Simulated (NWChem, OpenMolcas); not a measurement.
CH2F2 (difluoromethane): methods side by side

CH2F2 has 5 atoms, charge 0, and is taken as a singlet. SMILES: `FCF`. Geometry: relaxed at PBE0-D4/def2-TZVP.

Each level gives the dipole moment (D). The values are calculated.

Q: The value from experiment is 1.97 D (NIST CCCBDB). From what is known of these methods, estimate their order from the nearest to it to the farthest.
A. r2SCAN/aug-cc-pVDZ (OpenMolcas)
B. PBE/aug-cc-pVDZ (OpenMolcas)
C. PBE0/aug-cc-pVDZ (OpenMolcas)
D. M06-2X/aug-cc-pVDZ (NWChem)
E. BLYP/aug-cc-pVDZ (OpenMolcas)

A: D (1.97 D, 0.00), C (1.90 D, -0.07), A (1.84 D, -0.13), E (1.81 D, -0.16), B (1.78 D, -0.19).

The two hybrids lie closest to experiment, while the three semilocal functionals all give too small a dipole. The moment lies along the axis bisecting the F-C-F angle, where the two C-F bond dipoles partly add and the positive hydrogen side reinforces them, so it directly measures how much electron density fluorine draws from the CH2 group. Because the geometry is shared, the spread reflects the density and not bond lengths or angles.

The cleanest comparison is PBE with PBE0, where the moment rises from 1.78 to 1.90 D, probably because exact exchange curbs the excessive delocalisation of fluorine charge back towards carbon. M06-2X continues the rise, but its different parametrised form means that this step can't be assigned to exchange alone. The gap between BLYP and PBE is too small to carry a general ranking of the two. The exact match of M06-2X may owe something to error cancellation, since a measured ground-state moment includes zero-point vibrational averaging that a single-geometry value lacks.
